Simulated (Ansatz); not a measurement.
## Ligand exchange: BH(CH3)F + GeH2(GeH3)(OH) → BH(CH3)(OH) + GeH2(GeH3)F

Gas-phase species: BH(CH3)F, singlet; GeH2(GeH3)(OH), singlet; BH(CH3)(OH), singlet; GeH2(GeH3)F, singlet. The partners trade F for OH: B–F and Ge–OH bonds give way to B–OH and Ge–F.

Shapes, held fixed at every level: PBE0-D4/def2-TZVP. Flexible molecules stand in one conformer, not always the lowest. Programs: Ansatz 0.2.0. The zero-point and thermal change to 298 K, harmonic and unscaled (PBE0-D4/def2-TZVP), is +2.8 kJ/mol.

```
              level                   kind  ΔH(298 K) (kJ/mol)  less CCSD(T)/def2-TZVPP
        HF/def2-SVP           Hartree–Fock               -33.6                     -9.6
   SPW92/def2-TZVPP                    LDA               -28.5                     -4.5
  PBE-D4/def2-TZVPP                    GGA               -28.4                     -4.4
BHLYP-D4/def2-TZVPP          global hybrid               -27.1                     -3.1
 PBE0-D4/def2-TZVPP          global hybrid               -27.3                     -3.3
       MP2/def2-SVP    perturbation theory               -33.4                     -9.4
      CCSD/def2-SVP  coupled cluster or CI               -34.4                    -10.4
 CCSD(T)/def2-TZVPP  coupled cluster or CI               -24.0                      0.0
```

The highest level, CCSD(T)/def2-TZVPP, gives ΔH(298 K) = -24.0 kJ/mol; the levels span -34.4 to -24.0. The column of differences is taken from that level and isn't an error. No measured value is set beside it here. Relativity is left out for Ge. Outer-core shells of Ge are correlated, in sets that cover them unevenly. CCSD(T)/def2-TZVPP lies outside the range of the other correlated levels here, so it shouldn't be taken on trust.

Every level makes the exchange exothermic, so in this pair boron favours hydroxide and germanium fluoride. The likely reason is π donation into boron's empty p orbital: oxygen, less electronegative than fluorine, gives up its lone pair more readily, so B–OH gains more from it than B–F does. Tetravalent germanium has no such low-lying p orbital, and its bond to fluorine draws mainly on polarity.

The spread follows the basis set more than the treatment of correlation. The three def2-SVP results lie close together, from -33.4 to -34.4 kJ/mol, although one of them has no correlation at all, while every triple-zeta result is less exothermic. This suggests that the small basis describes the compact, polar bonds to F and O unevenly, and that the distance between CCSD and CCSD(T) is not mainly an effect of triples. The density functionals differ little among themselves, so exact exchange matters little here. The sign is well supported, but the enthalpy alone cannot separate π donation at boron from bond polarity at germanium.
